**Q:** I have the 4p levels of Cd²⁺ and Cd³⁺ at several levels of local-density theory. Could I have got them on paper?

All-electron Kohn-Sham calculations on Cd²⁺ and Cd³⁺ with ld1.x of Quantum ESPRESSO 7.5, using scalar-relativistic, spin-polarised LDA with spherical densities and a point nucleus. SIC is the Perdew-Zunger self-interaction correction. Σ<r²> runs over all electrons, and eigenvalues are negative for bound levels.

| species | Z | charge (e) | electrons | configuration | functional | correction | eigenvalue (4p up) (eV) | eigenvalue (4p down) (eV) | mean radius (4p up) (bohr) | mean radius (4p down) (bohr) | ε(4p down) − ε(4p up) (eV) | Σ<r²> (bohr²) |
| --- | --- | --- | --- | --- | --- | --- | --- | --- | --- | --- | --- | --- |
| Cd2+ | 48 | 2 | 46 | [Kr] 4d10 | LDA x-only | none | -84.344 | -84.344 | 0.96014 | 0.96014 | 0 | 29.84 |
| Cd2+ | 48 | 2 | 46 | [Kr] 4d10 | LDA-PZ | none | -86.019 | -86.019 | 0.95957 | 0.95957 | 0 | 29.60 |
| Cd2+ | 48 | 2 | 46 | [Kr] 4d10 | LDA-PZ | SIC | -95.126 | -95.126 | 0.96130 | 0.96130 | 0 | 29.54 |
| Cd3+ | 48 | 3 | 45 | [Kr] (4d up)5 (4d down)4 | LDA x-only | none | -101.00 | -100.10 | 0.95265 | 0.95257 | 0.8965 | 26.08 |
| Cd3+ | 48 | 3 | 45 | [Kr] (4d up)5 (4d down)4 | LDA-PZ | SIC | -111.96 | -111.20 | 0.95342 | 0.95358 | 0.7521 | 25.92 |
| Cd3+ | 48 | 3 | 45 | [Kr] (4d up)5 (4d down)4 | LDA-PW92 | SIC | -111.98 | -111.20 | 0.95344 | 0.95358 | 0.7773 | 25.92 |

**A:** You can estimate the differences between rows, but not the absolute level. Take the hydrogenic limit, $\varepsilon=-Z_{\rm eff}^2/32$ hartree and $\langle r\rangle=23/Z_{\rm eff}$ bohr for 4p. The first row gives $Z_{\rm eff}=10.0$ from its eigenvalue and 24.0 from its mean radius. The size of 4p is set by the field of what lies inside it. Much of the fourth-shell charge, that of the ten 4d electrons above all, lies farther out, and charge outside an orbital raises its energy by nearly a constant without reshaping it. We therefore keep the first row, exchange-only Cd²⁺, as an anchor and add shifts. For $\bar\varepsilon$, the mean of the up and down eigenvalues,

$$\bar\varepsilon=\varepsilon_0+v_c(r_s)-\frac{c}{\langle r\rangle_{4p}}-\Delta q\,\frac{k}{\langle r\rangle_{4d}} .$$

The second term applies when the functional has correlation (PZ or PW92), the third with the self-interaction correction (SIC), and $\Delta q$ counts the 4d electrons removed.

**Q:** Where does a density come from without a calculation?

**A:** From the uniform-gas limit. Put the $n_4$ electrons of the fourth shell, which is the electron count minus 28, in a uniform sphere, for which $\langle r^2\rangle=3R^2/5$. The column Σ<r²> sums $\langle r^2\rangle$ over all electrons; I assign all of it to that shell, which overstates the sphere somewhat. Then $r_s=R/n_4^{1/3}$ is the radius per electron, and it rounds to 0.62 or 0.63 bohr in every row. I take this radius, and the 4p radius in the SIC term, from the computed row itself; on paper you would use the anchor's $r_s$ and $\langle r\rangle$, which moves the mean level by less than a tenth of an eV. At such density the correlation potential changes only logarithmically: the PZ formula, which I use for the PW92 row too, gives −2.30 eV at $r_s=0.5$ and −1.97 eV at 0.8.

The table shows a shift of only −1.675 eV between the first two rows, so no density in that range repairs the estimate. The likely reason is self-consistency. Correlation pulls the cloud in, as Σ<r²> shows by falling from 29.84 to 29.60 bohr², and a tighter cloud repels more. The same two runs give the order of size: $\langle 1/r\rangle$ of 4d rises from 1.0680 to 1.0718 bohr⁻¹, so the ten 4d electrons add 1.05 eV of repulsion at the nucleus. The 4p orbital overlaps 4d and feels only part of that, which is the order of the miss.

**Q:** And the constant $c$?

**A:** SIC removes the repulsion of an electron by its own charge and also the local self-exchange that partly cancelled it. Both scale as the inverse size of the orbital (the local self-correlation is removed too; it is smaller, weakens the shift and changes only slowly with size, so it counts most in the large outer shells; it is left out of the hydrogenic value below but is contained in the fitted $c$), so the shift times $\langle r\rangle$ should be roughly constant. A hydrogenic 1s orbital can be done exactly: the self-repulsion is $5Z/8$, the self-exchange potential averages to $(6/\pi^2)^{1/3}(27/64)Z=0.357Z$, and $\langle r\rangle=3/(2Z)$. That gives $c=10.9$ eV bohr, and the 1s level of the same Cd²⁺ runs gives 10.7, although it is relativistic at this nuclear charge.

Over the eight shells other than 4p the product stays between 8.7 and 10.7 eV bohr, while the radii span a factor of forty. The nodeless shells 1s, 2p and 3d sit at the top and those with radial nodes at 8.7 to 9.2. I took the median of the eight, $c=9.13$ eV bohr. The 4p level itself has 8.75, so the term overshoots a little.

**Q:** A level 9 eV deeper should be smaller, but the 4p radius grows.

**A:** It grows by 0.18 %, which is the lesson of the hydrogenic failure again: a potential that is weak beside the field binding the orbital moves the eigenvalue and hardly changes the shape. I have no cause to offer for the sign: in the Cd²⁺ runs 2s, 3s, 3p and 4s also grow under SIC, while 1s, 2p, 3d and 4d shrink.

**Q:** For ionisation I would simply delete the repulsion of one 4d electron.

**A:** That is the frozen limit. The Coulomb integral $F^0(4d,4p)$ of the Cd²⁺ SIC run is 22.1 eV, close to $1/\langle r\rangle_{4d}=21.6$ eV for a 4d radius of 1.260 bohr; taking off the spin-averaged Hartree–Fock exchange leaves 20.8 eV, while local exchange, which takes off only about half the spin splitting of 0.8965 eV, leaves about 21.7 eV. The exchange-only pair of rows shows 16.2 eV. The remaining electrons move in to refill the hole: the 4d radius in these runs shrinks by four to five per cent. The 1s level makes the point more sharply. Frozen, it would lose $\langle 1/r\rangle_{4d}=1.068$ hartree, or 29 eV, and it falls by only 17 eV, from −26509.6 to −26526.7 eV. After relaxation the missing charge sits farther out, where all inner levels feel it almost alike. For 1s the contraction accounts for the shortfall: summed over all electrons, $\langle 1/r\rangle$ falls between the two exchange-only runs by the equivalent of 17 eV, not 29 eV. For 4p the same cause is argued, not shown. I set $k=0.75$ so that the exchange-only pair is reproduced exactly.

**Q:** Please work a row.

**A:** Take Cd²⁺ with PZ and SIC. With $n_4=18$, $R^2=(5/3)(29.54/18)=2.735$ bohr², so $R=1.654$ bohr and $r_s=1.654/2.621=0.631$. The PZ potential there is −2.13 eV, and the SIC term is $9.13/0.9613=9.50$ eV. The sum is $-84.34-2.13-9.50=-95.97$ eV against −95.13 eV in the table. The 4p level of this row was not fitted, but $c$ came from other shells of this very run, so the test is not wholly independent.

**Q:** Now the column ε(4p down) − ε(4p up). Both levels are full, so why do they differ?

**A:** It is an exchange splitting of a filled semicore level, not a gap between filled and empty states. In Cd²⁺ the two spin densities are equal and it vanishes. In Cd³⁺ there are five up and four down 4d electrons. The local exchange potential for each spin goes as the cube root of that spin's density, so for a small polarisation $\zeta=(n_\uparrow-n_\downarrow)/n$,

$$\Delta_x=\tfrac23\,\zeta\,|v_x|,\qquad |v_x|=\frac{(9/4\pi^2)^{1/3}}{r_s}=\frac{0.611}{r_s}\ \text{hartree},$$

with $\zeta=1/17$ for one unpaired electron in a shell of seventeen. All levels feel the same difference of potentials, weighted by where they live. The exchange-only run bears this out: 4s, 4p and 4d split by 0.86 to 0.90 eV, and 3p, which lies mostly inside the 4d spin density, by only 0.17 eV.

Correlation opposes this. It acts most strongly between opposite spins, and a minority electron has more opposite-spin neighbours, so its level is lowered more. The reduction is $2\zeta$ times the curvature of the correlation energy per electron in $\zeta$, the spin stiffness, which PZ and PW92 interpolate differently.

**Q:** And the second worked row?

**A:** Cd³⁺ with PZ and SIC, which entered no fit. Here $R^2=(5/3)(25.92/17)=2.541$ bohr² and $r_s=1.594/2.571=0.620$. The shifts are −2.15 eV for correlation, $-9.13/0.9535=-9.58$ eV for SIC and −16.21 eV for the hole, which bring −84.34 eV to −112.3 eV; the two levels in the table average −111.6 eV.

For the splitting, $|v_x|=0.611/0.620$ hartree $=26.8$ eV, and $(2/3)(26.8)/17=1.05$ eV. The PZ stiffness at this density takes off 0.18 eV and leaves 0.87 eV, against 0.752 eV computed.

**Q:** How good is the rule over the table?

**A:** The anchor and $k$ use up two rows. On the other four the mean level is too deep every time, by 0.68 eV rms, and worst for the Cd²⁺ row we worked, at 0.85 eV. That is 0.9 % of the eigenvalue, which flatters the rule because the anchor supplies most of the number. Relative to the computed shift that the rule has to supply, $95.126-84.344=10.78$ eV, it is 8 %, and the correlation term alone misses by 0.46 eV in 1.675 eV, more than a quarter. The two Cd³⁺ SIC rows are nearly the same test twice, and there a slightly weak ionisation term cancels part of the overshoot.

The splitting without any fit is 16 to 17 % too large relative to the table in all three Cd³⁺ rows. The single density and the single $\zeta$, common to all three estimates, are the likely source, but I have not tested this. A factor of 0.855, set on the exchange-only row, brings the other two to within about 1 %.

**Q:** Does that prove that correlation, not SIC, shrinks the splitting from 0.897 to 0.752 eV?

**A:** That step changes both at once, so it is no proof by itself, but the table points firmly to correlation. The table's ratio is 0.84, and the estimate runs from 0.85 to 0.80 as $r_s$ goes from 0.5 to 0.8, which brackets it. SIC has little means to act on the splitting. Its term depends only on an orbital's own density, and with the up and down radii of the PZ row $c/\langle r\rangle$ differs by about 0.002 eV. It also changes the radius of 4d, which carries the spin density, by only 0.2 % in Cd²⁺. The step from PZ to PW92 is clean: 0.025 eV computed and 0.026 eV estimated after the scaling. The stiffness formulas are built into the calculation, however, so this checks only that one density represents the region. Nearly all the change falls on the up level (−0.022 eV, against +0.003 eV for down). That is a symmetric ±0.013 eV from the stiffness plus a common shift of −0.009 eV. The unpolarised PW92 potential is slightly deeper than PZ at these densities, which the rule ignores by using PZ for both rows. I do not derive the order of the up and down radii, which reverses between rows at the level of 10⁻⁴ bohr, but it is systematic. The up-minus-down difference of 4s falls the same way, from 3.2×10⁻⁴ to 1.4×10⁻⁴ bohr, and PW92, with its weaker stiffness, moves the 4p difference back towards the exchange-only value.

**Q:** Why not count exchange integrals, as in Hartree–Fock?

**A:** One extra parallel 4d electron lowers a 4p level by $\tfrac{2}{15}G^1+\tfrac{3}{35}G^3$, where $G^k$ are the 4d–4p exchange integrals. With 13.68 and 8.33 eV from the Cd²⁺ SIC run this is 2.54 eV, about three times each computed splitting. Local exchange is known to give smaller semicore splittings than exact exchange, and SIC treats only an orbital's interaction with itself, so it does not mend this. The count uses frozen orbitals, and nothing here says which value is nearer nature. Our rule estimates what a local functional returns.

**Q:** How far may I carry it?

**A:** The forms should travel better than the constants, which rest on one element and two charges. A second unpaired 4d electron should roughly double the splitting, because $\zeta$ doubles while $r_s$ hardly moves, and each further hole should cost somewhat more as 4d contracts. The expansion in $\zeta$ needs small polarisation, and the shell density needs the level and the open shell to share a principal quantum number, as 3p showed. A new element needs a new anchor. Do not read the results as spectral lines: spin–orbit coupling is missing, and for 4p it is roughly several eV (a recalled size), larger than the splitting; terms are averaged away; and SIC is not variational here, so its eigenvalues are not slopes of the total energy.
